The row at 0.23 eV looks wrong. In the simplest picture of a metal with wide s and p bands, the density of states passes smoothly through the Fermi level, yet here it falls to 0.76 states/eV per cell and recovers to 1.36 in the next row. The dip is easy to overlook beside the tall peak of the Ag d shell. It matters more for the behaviour of the metal, because electrons close to the Fermi level carry current and take up heat.

Density of states of Ag4Pb (unrelaxed 5-atom cell, I4/mmm), averaged over 0.50 eV bins (tetrahedron method), with orbital projections summed over the atoms of each element. Calculated with Ansatz 0.2.0 using scalar-relativistic PBE without spin polarization, plane waves and generated PAW datasets, a 420 eV cutoff, an 8×8×8 k-mesh and Fermi–Dirac smearing of 0.1 eV.

| bin centre from the Fermi level (eV) | total (states/eV/cell) | on Ag d (states/eV/cell) | on Ag s (states/eV/cell) | on Pb p (states/eV/cell) | on Pb s (states/eV/cell) |
| --- | --- | --- | --- | --- | --- |
| -11.78 | 0.66 | 0.15 | 0.16 | 0.00 | 0.35 |
| -11.28 | 2.02 | 0.39 | 0.41 | 0.00 | 1.18 |
| -10.78 | 1.13 | 0.18 | 0.18 | 0.00 | 0.76 |
| -10.28 | 0.18 | 0.02 | 0.02 | 0.00 | 0.14 |
| -9.78 | 0.00 | 0.00 | 0.00 | 0.00 | 0.00 |
| -9.28 | 0.00 | 0.00 | 0.00 | 0.00 | 0.00 |
| -8.78 | 0.00 | 0.00 | 0.00 | 0.00 | 0.00 |
| -8.28 | 0.00 | 0.00 | 0.00 | 0.00 | 0.00 |
| -7.78 | 0.00 | 0.00 | 0.00 | 0.00 | 0.00 |
| -7.28 | 0.03 | 0.02 | 0.00 | 0.01 | 0.00 |
| -6.78 | 2.42 | 1.63 | 0.15 | 0.59 | 0.02 |
| -6.28 | 5.44 | 3.97 | 0.31 | 1.05 | 0.03 |
| -5.78 | 4.18 | 3.44 | 0.13 | 0.53 | 0.02 |
| -5.28 | 19.85 | 18.70 | 0.82 | 0.14 | 0.03 |
| -4.78 | 22.55 | 21.80 | 0.42 | 0.19 | 0.02 |
| -4.28 | 23.25 | 22.65 | 0.29 | 0.10 | 0.04 |
| -3.77 | 2.53 | 2.27 | 0.14 | 0.04 | 0.05 |
| -3.27 | 1.77 | 0.82 | 0.50 | 0.34 | 0.06 |
| -2.77 | 1.78 | 0.68 | 0.49 | 0.46 | 0.10 |
| -2.27 | 1.26 | 0.36 | 0.36 | 0.43 | 0.05 |
| -1.77 | 1.66 | 0.39 | 0.47 | 0.65 | 0.04 |
| -1.27 | 2.07 | 0.41 | 0.52 | 0.96 | 0.03 |
| -0.78 | 2.06 | 0.40 | 0.50 | 1.02 | 0.03 |
| -0.28 | 1.14 | 0.17 | 0.23 | 0.60 | 0.03 |
| 0.23 | 0.76 | 0.08 | 0.20 | 0.27 | 0.02 |
| 0.72 | 1.36 | 0.10 | 0.61 | 0.19 | 0.07 |
| 1.23 | 1.56 | 0.11 | 0.65 | 0.18 | 0.10 |
| 1.73 | 1.48 | 0.10 | 0.68 | 0.19 | 0.09 |
| 2.23 | 2.31 | 0.11 | 0.99 | 0.29 | 0.11 |
| 2.73 | 1.67 | 0.07 | 0.59 | 0.23 | 0.07 |
| 3.23 | 1.74 | 0.06 | 0.66 | 0.24 | 0.07 |
| 3.73 | 2.56 | 0.06 | 0.76 | 0.30 | 0.08 |
| 4.22 | 2.12 | 0.04 | 0.40 | 0.20 | 0.03 |
| 4.72 | 2.19 | 0.03 | 0.45 | 0.23 | 0.03 |

**The smooth curve to compare with**

A dip needs a reference. The simplest one is the limit in which the atoms exert no force on the outer electrons, so that these move freely through the volume of the cell. Each Ag supplies one such electron and Pb supplies four, which makes eight. The number of states in a box grows as the power 3/2 of the energy above the band bottom, and its slope is the density of states:

$$W=\frac{\hbar^2}{2m}\left(\frac{3\pi^2N}{V}\right)^{2/3},\qquad g(E)=\frac{3N}{2W}\sqrt{\frac{E+W}{W}}$$

Here $N$ is the number of free electrons, $V$ the cell volume, $W$ the depth of the band bottom below the Fermi level, and $E$ the energy from the Fermi level.

For this cell $V=5\times21.77=108.9$ Å³, so $3\pi^2\times8/108.9=2.18$ Å⁻³. Its power 2/3 is 1.68 Å⁻², and with $\hbar^2/2m$ of about 3.8 eV Å² the depth becomes 6.4 eV. At the Fermi level the curve has the height $3\times8/(2\times6.4)=1.88$ states/eV. At 0.23 eV it has risen slightly, to 1.91.

The calculated value in that row is thus 60% below the curve. From -3.27 eV upwards, the other rows average 94% of the curve, but single rows lie up to 38% below it or 35% above it. The curve is therefore a guide to the general level and no more. The dip still stands out from this scatter, and the row just below the Fermi level, the next lowest relative to the curve, belongs to its flank. The printed analysis after this note compares the curve, which has no adjustable constant, with these rows.

**Why the states thin out there**

A likely cause appears when the electrons are counted. Each band holds two electrons per cell. The filled rows hold 48, which is just enough for 24 complete bands. If band 24 ended below the start of band 25, the material would have a gap at this count.

In the same calculation the two bands overlap by about 1 eV, and at some wave vectors even the band after them is filled. Electrons thus spill from the lower bands into the upper ones, and the cell is metallic. Near the dip, however, the lower bands are probably running out while the upper ones have only begun. Few states remain in between, and the dip can be read as the trace of a gap that the overlap keeps closed.

Theory explains why the bands draw apart. Free-electron bands would cross without noticing each other. The potential of the atoms mixes states that meet at similar energies and pushes one down and the other up, which clears the region between them at that wave vector. The total density of states dips where this happens at similar energies for many wave vectors. A weak potential would leave the smooth curve almost intact, and a strong enough one could open a full gap; this cell lies between the two limits.

The make-up of the states changes across the dip. In the two rows below the Fermi level, the part projected on Pb p is 2.2 times that on Ag s. In the two rows above the dip it is only 0.3 times as large. The dip therefore separates states of different character. This fits two sets of bands that have been pushed apart, but does not prove it. The table has no column for Ag p, so the full make-up of the states above the dip stays open.

Beryllium is a simpler metal with the same feature. Its electrons could just fill a whole number of bands, the bands overlap, and the density of states is low near the Fermi level. The comparison holds for the dip alone, since beryllium has no filled d shell and only one kind of atom.

**The peak: compact shells that overlap little**

The rows from -5.28 to -4.28 eV break the curve in the other direction. Together they hold 23 times as many states as free electrons would provide. Of the 32.8 electrons in them, 31.6 are on Ag d. The rows from -6.78 to -5.78 eV and the row at -3.77 eV also lie well above the curve, and most of their weight is on Ag d too.

The opposite limit explains this break. If the atoms were far apart, each Ag d shell would be a sharp level holding ten electrons. In the solid, neighbouring shells overlap a little and the level broadens into narrow bands. Many electrons then share a small range of energy, which makes the peak tall: $32.8/1.5=21.9$ states/eV on average over these three rows. Moving the atoms apart would make the peak narrower and taller, while its area would stay nearly the same.

The d shell also seems to reshape the Pb p states. The projection on Pb p finds only 0.2 electrons in the three peak rows, against 1.1 below them and 2.3 above. Together these exceed the two p electrons of a free Pb atom, probably because the wide Pb orbitals also pick up charge around the close Ag neighbours, so the pattern means more than the amounts. It fits the same repulsion between mixed states: where a p level meets a d level, one combination moves down and the other up. The lower combination should be bonding and the upper one antibonding, though this assignment rests on theory rather than on a bond-by-bond analysis.

**The deep band: a level that stays apart**

The third break lies around -11.3 eV, well below the bottom of the free-electron curve. It is a complete band of two electrons, followed by empty rows. Pb s makes up 61% of it, and most of the rest is on Ag, so it is an atomic level that has mixed with its neighbours without joining the wide bands.

The Pb 6s electrons lie so deep because they spend time close to a heavy nucleus, where the attraction is strong and relativistic effects increase the binding. Mixing with Ag states at higher energy should push the band down further. Their separate band raises a fair question about the reference curve: should these two electrons be counted as free? With six free electrons instead of eight, the shortfall at 0.23 eV becomes 56%, so the dip does not depend on that choice.

The deep band is also a trap. A free-electron curve started at the lowest row would hold 21 electrons below the Fermi level, far more than the eight available. The bottom of the curve has to come from the electron count, not from the lowest energy at which states appear.

**What to do with these numbers**

For an estimate of the electronic heat capacity, use the density of states at the Fermi level itself. In this calculation it is about 1.1 states/eV, while the smooth curve gives about 1.9, so the curve would overestimate this contribution by roughly three quarters. The tall d peak does not enter such an estimate, because thermal energies are far too small to reach it.

Treat the depth of the dip as provisional. The cell is far from equilibrium: its calculated pressure is about 29 GPa, and its shortest Ag–Pb contact is 2.254 Å, where roughly 3 Å would be usual in a metal. Such close contacts should strengthen the mixing that probably causes the dip. Relax the cell first, then repeat the calculation with a denser mesh and with spin–orbit coupling, which splits the Pb p levels by an amount comparable to the band overlap.

The d peak needs a different caution. PBE places the Ag d shell too close to the Fermi level, by roughly 1 eV in silver itself. Its electron count can be trusted more than its position, so an optical threshold should not be read directly from the table.

For a related alloy, begin with the electron count. Compact shells give narrow peaks whose area is fixed by the number of electrons they hold. Wide s and p bands follow the free-electron level roughly, and a gap or a dip between two sets of bands is to be looked for where a whole number of bands is full. An even number of electrons allows such a feature but does not ensure it, since the bands may overlap too strongly. The two cases discussed here come after two electrons, where the gap is complete, and after 48, where it remains a dip.

Printed output of the fit:

```
depth of free-electron band bottom below Fermi level, 8 electrons [eV]: 6.398
the same for 6 electrons [eV]: 5.281
electrons held by a free-electron band starting at the lowest row: 20.63
electrons in the deep band: 1.995
Pb s share of the deep band [%]: 60.9
Ag s and d share of the deep band [%]: 37.84
electrons in all filled rows: 47.99
electrons in the three high d rows: 32.83
Ag d electrons in the three high d rows: 31.57
Ag d electrons in all filled rows: 39.22
total over free-electron curve, summed over the three d rows: 23.42
mean of total over curve, rows from -3.27 eV up without the dip row: 0.9421
lowest such ratio: 0.6216
highest such ratio: 1.35
free-electron value in the dip row [states/eV/cell]: 1.909
shortfall in the dip row [states/eV/cell]: 1.149
shortfall in the dip row, 8-electron curve [%]: 60.19
shortfall in the dip row, 6-electron curve [%]: 56.34
Pb p over Ag s in the two rows below the Fermi level: 2.219
Pb p over Ag s in the two rows above the dip row: 0.2937
Pb p electrons below the d rows, -7.28 to -5.78 eV: 1.09
Pb p electrons in the three d rows: 0.215
Pb p electrons above the d rows, -3.77 to -0.28 eV: 2.25
```
